**Nickel with fewer neighbours: seven questions**

In a close-packed metal each atom touches twelve others; in bcc it touches eight, and in simple cubic six. The bcc and simple cubic rows, read against dhcp, tell how nickel responds when neighbours are taken away.

Ni in five relaxed crystal structures, computed with Ansatz 0.2.0 (DFT, PBEsol, scalar-relativistic PAW datasets made for PBE, 420 eV plane-wave cutoff, Fermi-Dirac smearing). Energies are extrapolated to zero smearing and count from the lowest one listed; volumes and bulk moduli come from Birch-Murnaghan fits, and moments are those inside atomic spheres.

```tsv
structure	space group of the relaxed cell	neighbours within 15 % of the shortest distance	smearing width	k mesh	starting moments	energy above lowest (meV/atom)	neighbour distance (Å)	volume per atom (Å³)	bulk modulus (GPa)	largest site moment (μB)
dhcp	P6_3/mmc	12	0.05 eV	17×17×5	Ni -0.66 Ni -0.66 Ni -0.67 Ni -0.67 μB	0	2.447	10.40	229	0.67
hcp	P6_3/mmc	12	0.05 eV	17×17×9	Ni +0.67 Ni +0.67 μB	14	2.448	10.41	229	0.68
bcc	Im-3m	8	0.1 eV	18×18×18	none	103	2.383	10.38	231	0.00
omega (AlB2-type)	P6/mmm	14	0.05 eV	10×10×15	Ni +0.62 Ni +0.67 Ni +0.67 μB	123	2.379	10.58	220	0.67
simple cubic	Pm-3m	6	0.05 eV	13×13×13	Ni +0.53 Ni +0.53 μB	760	2.285	11.98	167	0.53
```

**1. dhcp and hcp both have twelve neighbours. Why are their energies not equal?**

They differ in how the close-packed layers are stacked. In dhcp every second layer has the cubic surroundings of fcc, which is nickel's true ground state; in hcp no layer has them. It is therefore reasonable that dhcp lies lower, here by 14 meV per atom. The gap stays at 13 to 14 meV when both crystals are compressed by 12 % or stretched by 8 %, so it belongs to the stacking and not to a particular volume. The zero of the energy column is the dhcp value, and fcc would lie below it.

**2. An atom with fewer neighbours might be thought to hold them more loosely. Does it?**

No, it holds each of them more tightly. The contact shrinks from 2.447 Å in dhcp to 2.383 Å in bcc and 2.285 Å in simple cubic.

The reason is that bonding in a metal is shared. The valence electrons of an atom serve all its neighbours at once, and a further neighbour adds less to the bonding than the one before. Repulsion isn't shared in this way: each contact costs the same as the last. When neighbours are removed, repulsion therefore falls faster than bonding, and the remaining atoms move closer until the two balance again.

The second-moment picture of a metallic band puts this into one line. For an atom with $z$ neighbours at distance $r$,

$$E = A\,z\,e^{-pr} - B\sqrt{z}\,e^{-qr},$$

where $A$ and $B$ set the strengths of repulsion and bonding, and $p$ and $q$ say how fast each dies off, with $p>q$. Setting the slope to zero gives

$$r = \text{const} + \frac{\ln z}{2(p-q)}.$$

The distance grows with the logarithm of the number of neighbours. This is also the form of Pauling's bond-order rule, in which a contact becomes ten times weaker for each 0.60 Å of extra length. That constant is a rough general value, not one adjusted to nickel.

**3. How short should the bcc contact be?**

The eight nearest atoms aren't the whole story, because six more sit just over 15 % further out, barely beyond the limit used for the table's count. With the first contact at the dhcp length, these six are about 0.38 Å more distant. Each then counts as $10^{-0.38/0.60}\approx 0.23$ of a near neighbour, and together they add 1.4. The bcc atom thus has about 9.4 effective neighbours, against 12.1 in dhcp, where the next shell adds only 0.1.

The expected change of length is $0.60\,\log_{10}(9.4/12.1)\approx-0.07$ Å, which places the contact at 2.38 Å, as computed. Had the second shell been ignored, the rule would have asked for 2.34 Å. Simple cubic comes out at 2.27 Å, about 0.01 Å shorter than computed. Only the dhcp distance served as the reference, so both rows test the rule. For a quick guess, halving the effective number of neighbours shortens a contact by about 0.18 Å.

**4. Does the rule survive when one atom has contacts of several lengths?**

The omega structure is the test. Its printed distance, 2.379 Å, is the shortest contact for one kind of site; the cell edges show that atoms on the other two sites approach each other to 2.268 Å. No single number of neighbours describes such a crystal, but the strengths of all contacts can still be added up. The sum, averaged over the sites, is 11.9 in units of one dhcp contact, against 12.1 for dhcp itself. The sites do differ, with 10.3 on the first kind and 12.7 on the other two, so the rule holds well for the average and only roughly for each atom.

Over all five structures the sum stays between 11.8 and 12.1, as the output below the text shows. On average an atom thus has a nearly fixed total of bond order to hand out, and the structure decides whether it goes to a few strong contacts or to many weaker ones. This total is a guide to lengths and not a bonding energy: structures that share it can still differ widely in energy.

**5. bcc is packed less densely than dhcp. Why does it take up no more room?**

Packing and bond length pull in opposite directions. If the nearest contacts kept their computed dhcp length in bcc, the volume per atom would be 8 % larger than in dhcp. The contacts shorten by 2.6 %, however, and since volume goes with the cube of length, this takes back nearly all of the increase. The two computed volumes agree to within half a per cent.

In simple cubic the same compensation falls short. Rigid spheres would need 41 % more room than in dhcp, and the shorter contacts reduce this to 15 %. A picture of hard balls thus gives the right direction for simple cubic but greatly overstates the swelling.

**6. Simple cubic lies 760 meV above dhcp. Is that the price of its larger volume?**

Only a small part of it is. Stretching dhcp to the same volume costs, by its bulk modulus, about 170 meV per atom. This is probably somewhat too high, since for a stretch of 8 % the same estimate gives 48 meV where the calculation finds 41 meV. At equal volume, then, simple cubic still lies roughly 600 meV above dhcp. The arrangement itself is expensive: six strong contacts don't make up for the twelve that they replace.

It is tempting to turn this into a rule for energies as well. If bonding goes with the square root of the effective number of neighbours, simple cubic loses 28 % of it and bcc 12 %. Scaled to the 760 meV of simple cubic, this puts bcc at about 320 meV, three times the computed 103 meV. The square root applies at a fixed contact length; letting the contacts shorten, as in the second question, lowers the power, but scaled in the same way it still leaves bcc far above its computed value. The count that gives good lengths gives poor energies.

The difference lies in what each quantity asks for. A bond length marks the balance between two steep curves, and that balance hardly notices the finer details of the bands. An energy difference between structures is a small remainder of large terms, and there the details count. The first question has already given an example: dhcp and hcp have the same number of neighbours at almost the same distance, and yet they differ in energy. A likely source of the misfit, which may lie in bcc or in simple cubic, to which the law was scaled, is the shape of the d band, which depends on how the neighbours are arranged and not only on how many there are. These calculations don't isolate that effect.

**7. What would change if bcc were allowed to be magnetic, and which digits can be trusted?**

The bcc row was calculated without spin, so its zero moment is a setting and not a finding. The other four structures were free to magnetise, and all became ferromagnetic. The table's column of starting moments doesn't show the first setup: dhcp and simple cubic were set up antiferromagnetic and went over to ferromagnetic order. The minus signs in dhcp only mean that all its spins point the other way. Giving bcc the same freedom could only lower its energy or leave it alone, and bcc nickel is in fact known to be ferromagnetic in thin films. The square-root law would then miss by at least as much as now, so the conclusion of the sixth question stands. A moment could also change the bcc contact and volume slightly, so neither the close agreement with the rule in the third question nor the match with the dhcp volume in the fifth should be trusted to the last digit.

The order of bcc and omega needs more care. They are 20 meV apart, and spin in bcc could only widen that gap or leave it unchanged. But bcc was also run with twice the smearing, and its correction to zero smearing is 32 meV per atom, against 8 meV for omega. The error left after this correction hasn't been tested, so the size of the gap shouldn't be used as a precise figure.

The bulk moduli call for the same restraint. Values of 229, 229 and 231 GPa for dhcp, hcp and bcc don't rank these structures, whereas 167 GPa for simple cubic is clearly softer. The distances carry a common reservation, since the atomic datasets were made for PBE and used here with PBEsol. That may shift every length a little; the shortening from dhcp to simple cubic, 0.16 Å, should suffer much less, because most of such a shift would be shared by both.

The analysis program printed:

```
Summed bond strength in units of one dhcp contact:
                row  distance less dhcp (Å)  volume against dhcp (%)  summed bond strength
               dhcp                       0                        0                 12.12
                hcp                   0.001                  0.09615                 12.08
                bcc                  -0.064                  -0.1923                 12.09
  omega (AlB2-type)                  -0.068                    1.731                  11.9
       simple cubic                  -0.162                    15.19                 11.76
omega, shortest contact between the other two sites (Å): 2.268
bcc distance predicted with two shells (Å): 2.381
simple cubic distance predicted with two shells (Å): 2.274
bcc distance predicted with first shell only (Å): 2.341
simple cubic distance predicted with first shell only (Å): 2.266
bcc volume excess over dhcp if contacts kept the dhcp length (%): 8.454
simple cubic volume excess over dhcp if contacts kept the dhcp length (%): 40.89
dhcp stretched to the simple cubic volume, harmonic estimate (meV/atom): 171.5
dhcp stretched by 8 %, harmonic estimate (meV/atom): 47.57
dhcp stretched by 8 %, computed (meV/atom): 40.69
bcc energy from square-root law scaled to simple cubic, two shells (meV/atom): 321.1
that estimate over the computed bcc energy (ratio): 3.118
hcp less dhcp at 0.88 of the volume (meV/atom): 13.03
hcp less dhcp at 1.08 of the volume (meV/atom): 14.16
zero-smearing correction of bcc (meV/atom): 32.33
zero-smearing correction of omega (meV/atom): 8.185
omega less bcc (meV/atom): 20
```
